A crystal of Mo₃Pt is assembled in thought from neutral Mo and Pt atoms. The calculation then reports two charges. The rearranged charge is the density that has left its place in the overlapping neutral atoms. The Bader charge counts the electrons inside a cell drawn around each atom along the minima of the density; a negative value means more electrons than the neutral atom has.

Ansatz 0.2.0, scalar-relativistic plane-wave PAW DFT with PBEsol and Gaussian smearing of 0.05 eV, for cubic intermetallic crystals in cells as supplied, not relaxed. Rearranged charge is half the absolute integral of the valence density less that of superposed neutral atoms. Pressure is positive in compression, and the Bader charge is per atom of the named element.

| system | wave cutoff | k mesh | spin polarised | space group | volume (Å³/atom) | shortest distance (Å) | most electronegative element | rearranged charge per atom (e) | pressure (GPa) | its Bader charge (e) |
| --- | --- | --- | --- | --- | --- | --- | --- | --- | --- | --- |
| SiNi3 (Pm-3m) | 500 eV | 10x10x10 | yes | Pm-3m | 11.11 | 2.50 | Ni | 0.092 | -14.192 | -0.15 |
| Ni3Pt (Pm-3m) | 420 eV | 10x10x10 | yes | Pm-3m | 11.90 | 2.56 | Pt | 0.132 | -4.558 | -0.58 |
| TiAl3 (Pm-3m) | 500 eV | 8x8x8 | no | Pm-3m | 15.47 | 2.80 | Al | 0.156 | -0.582 | -0.23 |
| Ir3Rh (Pm-3m) | 500 eV | 10x10x10 | no | Pm-3m | 14.16 | 2.72 | Rh | 0.221 | -6.479 | 0.13 |
| TiRh (Pm-3m) | 420 eV | 12x12x12 | no | Pm-3m | 15.12 | 2.70 | Rh | 0.260 | -8.135 | -1.33 |
| TiRh3 (Pm-3m) | 500 eV | 10x10x10 | no | Pm-3m | 13.96 | 2.70 | Rh | 0.309 | -4.439 | -0.48 |
| TaRu (Pm-3m) | 420 eV | 10x10x10 | no | Pm-3m | 16.19 | 2.76 | Ru | 0.338 | -11.053 | -1.07 |
| Mo3Pt (Pm-3m) | 420 eV | 8x8x8 | no | Pm-3m | 15.69 | 2.81 | Pt | ? | ? | ? |

### (a) Does the Bader charge measure how much density has moved?

**Solution.** Consider first the limit in which the neutral atoms overlap and nothing responds. The rearranged charge is then zero. Bader's surfaces still cut through the overlapping densities, and they need not give each atom its own electron count. A Bader charge can therefore exist before any electron has moved.

The table allows a test. Let $\Delta\rho$ be the density of the crystal less that of the neutral atoms. It integrates to zero over the cell, so no region $R$ can gain or lose more than the rearranged charge:

$$\left|\int_R \Delta\rho\,dV\right| \le \tfrac12\int|\Delta\rho|\,dV .$$

In TiRh the right-hand side is $2\times0.260=0.52$ e for the two atoms, yet Rh carries a Bader charge of −1.33 e. If both analyses use the same density, at least 0.81 e of that charge, about 61 %, already lay inside the same surface when the neutral atoms merely overlapped. The table lists the Bader charge per atom. Summed over all atoms of the named element in the cell, it exceeds the bound in six of the seven known crystals, though in three of them by less than 0.1 e.

The opposite limit is a pure metal with all atoms equivalent. Symmetry forbids any net charge, but density still moves within atoms and into the bonds. Ir₃Rh, made of two similar metals, comes close: it rearranges 0.22 e per atom, while Rh has a Bader charge of only +0.13 e. The table calls Rh the most electronegative element, but the two metals nearly tie, so the positive sign is no contradiction. The two charges answer different questions and need separate forecasts.

### (b) Forecast both charges for Mo₃Pt.

**Solution.** Begin with the rearranged charge. In a d band the lower states are bonding and the upper ones antibonding. An empty band has nothing to bond with, and a full band cancels its own bonding, so the effect is greatest near half filling. Friedel's simple band model puts this into the factor

$$f=\frac{N_d(10-N_d)}{25},$$

where $N_d$ is the mean number of d electrons per atom. That the rearranged charge is proportional to $f$ is a plausible assumption, not a derived result. It treats the two metals as sharing one d band. It also ignores changes within each atom: the reference is a neutral atom in one chosen configuration, and a shift of electrons between its s and d shells counts as rearranged charge without being bonding. Such a shift is expected to be comparable to the differences in the table.

One coefficient, 0.32 e per atom, was fitted to the five known crystals made only of d metals. SiNi₃ and TiAl₃ were left out because the model lacks the bonding of s and p electrons. When each of the five is predicted from the other four, the typical error is 0.04 e per atom, against 0.09 for a constant that ignores filling. Most of that advantage comes from Ni₃Pt, whose d band is nearly full.

For Mo₃Pt the mean group number is $(3\times6+10)/4=7$. With one electron per atom assigned to the s band, $N_d=6$ and $f=6\times4/25=0.96$. The forecast is $0.32\times0.96\approx0.31$ e per atom, with a range of 0.23 to 0.39, about twice the typical error either way. This is high, near the top of the series.

The symbol Pm-3m covers two structures here: in TiRh and TaRu each atom has eight nearest neighbours, in the other crystals twelve. The rule ignores this difference. One pair shows a further weakness. TiRh and TaRu have the same structure and the same $f$, yet TaRu rearranges 30 % more. Something besides filling matters. The wider reach of the 5d orbitals of Ta is one guess. The change from Rh to Ru is another, since outside the cores the deepest loss of density lies at these atoms, −0.10 e/Å³ at Rh and −0.15 e/Å³ at Ru. The model has no place for either.

For the Bader charge, the limit of two equal metals gives zero, and the charge should grow as the metals differ. Miedema's electronegativity, a scale for metals related to the work function, gives roughly 4.7 V for Mo and 5.7 V for Pt (recalled values). A proportional rule fitted to all seven known crystals gives 0.88 e per volt, counted for all atoms of the named element in the formula. Pt should thus be clearly negative, about −0.9 e, with a range of −0.6 to −1.2.

Pauling's scale makes Mo and Pt nearly equal and would give only about −0.2 e, so this crystal separates the two scales. Part (a) limits what success would mean: the rule forecasts a Bader charge, not a flow of electrons.

The two forecasts can also be compared. Four atoms should rearrange about 1.24 e, more than the 0.9 e expected on Pt. Mo₃Pt would then stay within the bound that most of the known crystals exceed. The ranges overlap, so this is only a lean. The pressure is not forecast, since it reflects the cell that was supplied.

### (c) Compare the forecasts with the calculation.

The withheld rows as computed:

| system | wave cutoff | k mesh | spin polarised | space group | volume (Å³/atom) | shortest distance (Å) | most electronegative element | rearranged charge per atom (e) | pressure (GPa) | its Bader charge (e) |
| --- | --- | --- | --- | --- | --- | --- | --- | --- | --- | --- |
| Mo3Pt (Pm-3m) | 420 eV | 8x8x8 | no | Pm-3m | 15.69 | 2.81 | Pt | 0.428 | -10.100 | -1.28 |

**Solution.** The qualitative forecasts hold, but both numbers fall outside their ranges. The rearranged charge is 0.43 e per atom, the highest of the eight crystals, and the band model gives 28 % less than that. Pt has a Bader charge of −1.28 e, beyond the forecast limit of −1.2. Miedema's scale is 0.4 e short and Pauling's 1.1 e short, so the first is the better guide here, though not an accurate one. The Miedema rule was already 0.34 e short for TiAl₃, a crystal it was fitted to, so the stated range was probably too narrow. A single slope per volt also ignores how far each neutral atom's density spreads, which can be expected to shift a Bader charge.

The first miss shows the limits of band filling. TiRh and Mo₃Pt have almost the same $f$, 0.99 and 0.96, but rearrange 0.26 and 0.43 e per atom. Their structures differ, which may contribute, but TiRh and TaRu disagree even within one structure. Filling fits the low value of Ni₃Pt, whose band is nearly full. But this is also the only fitted crystal made mainly of a 3d metal, and the one with the smallest volume per atom, so compact 3d orbitals may share the credit. Near half filling, the factor does not order the crystals.

The cause of the excess in Mo₃Pt remains open. Stronger overlap of 4d and 5d orbitals would act in the right direction, as it may in TaRu. However, Ir₃Rh and TaRu also contain only 4d and 5d metals, and there the rule falls short by no more than 0.02 e per atom, against 0.12 here. Both were part of the fit, which flatters them, but the gap is wide. No other crystal in the table contains Mo, so a mismatch between the configuration of the reference Mo atom and that of Mo in the crystal cannot be ruled out. This cell is also under strong tension, but so is TaRu. The effect of the tension on the density was not tested, nor was that of the differing cutoffs, PAW sets and spin treatment (Ni₃Pt is ferromagnetic, while most rows were run without spin). A calculation of pure Mo in the same arrangement would show whether the excess belongs to Mo itself or to its contact with Pt.

The lean proved right: the four atoms rearrange 1.71 e, more than the 1.28 e on Pt. The bound therefore no longer reveals how much of Pt's charge was present before the atoms responded. It does not show that Mo handed over 1.28 electrons either. In Ni₃Pt, where Bader also makes Pt negative, dividing $\Delta\rho$ among smoother atomic cells gives Pt a loss of 0.25 e. In TiRh the same division gives Rh a gain of only 0.13 e, about a tenth of its Bader charge. That smooth cell holds 1.35 e more than neutral Rh, so about 1.2 e of it was there when the atoms merely overlapped. A Bader charge is thus a label for comparing atoms under one partition, not a count of electrons transferred. Integrating $\Delta\rho$ inside the same Bader surface would separate what moved on bonding from what the overlapping atoms already held there.

The printed analysis below gives the fits and lists the Friedel and Miedema values for every crystal.

Numerical output:

```
fit of rearranged_charge_per_atom on 5 rows (dshare > 0.9): coefficient of fill 0.3218 +/- 0.02; rms 0.0316, worst TiRh (Pm-3m) 0.0586, leave-one-out rms 0.0437
  rows outside the fit (model, value, miss): SiNi3 (Pm-3m) 0.08689, 0.092, -0.00511; TiAl3 (Pm-3m) 0.06758, 0.156, -0.0884; Mo3Pt (Pm-3m) 0.3089, 0.428, -0.119
fit of rearranged_charge_per_atom on 5 rows (dshare > 0.9): constant 0.252 +/- 0.036; rms 0.0722, worst Ni3Pt (Pm-3m) 0.12, leave-one-out rms 0.0903
  rows outside the fit (model, value, miss): SiNi3 (Pm-3m) 0.252, 0.092, 0.16; TiAl3 (Pm-3m) 0.252, 0.156, 0.096; Mo3Pt (Pm-3m) 0.252, 0.428, -0.176
fit of xgain on 7 rows: coefficient of dphi 0.8842 +/- 0.057; rms 0.146, worst TiAl3 (Pm-3m) -0.336, leave-one-out rms 0.155
  rows outside the fit (model, value, miss): Mo3Pt (Pm-3m) 0.8842, 1.28, -0.396
fit of xgain on 7 rows: coefficient of dchi 1.668 +/- 0.23; rms 0.291, worst TiAl3 (Pm-3m) -0.523, leave-one-out rms 0.297
  rows outside the fit (model, value, miss): Mo3Pt (Pm-3m) 0.1668, 1.28, -1.11
Charges in e, per formula unit unless named:
            row  rearranged  Bader gain of named element  Bader beyond rearranged  Friedel rule per atom  Miedema rule gain
  SiNi3 (Pm-3m)       0.368                         0.45                    0.082                0.08689             0.4421
  Ni3Pt (Pm-3m)       0.528                         0.58                    0.052                 0.1159             0.4421
  TiAl3 (Pm-3m)       0.624                         0.69                    0.066                0.06758             0.3537
  Ir3Rh (Pm-3m)       0.884                        -0.13                   -0.754                  0.206            -0.1768
   TiRh (Pm-3m)        0.52                         1.33                     0.81                 0.3186              1.415
  TiRh3 (Pm-3m)       1.236                         1.44                    0.204                 0.2824              1.415
   TaRu (Pm-3m)       0.676                         1.07                    0.394                 0.3186              1.149
  Mo3Pt (Pm-3m)       1.712                         1.28                   -0.432                 0.3089             0.8842
Least share of the Bader charge of TiRh already in the neutral atoms (%): 60.9
Rearranged charge of TaRu above that of TiRh (%): 30
Friedel forecast of rearranged charge per Mo3Pt unit (e): 1.236
```
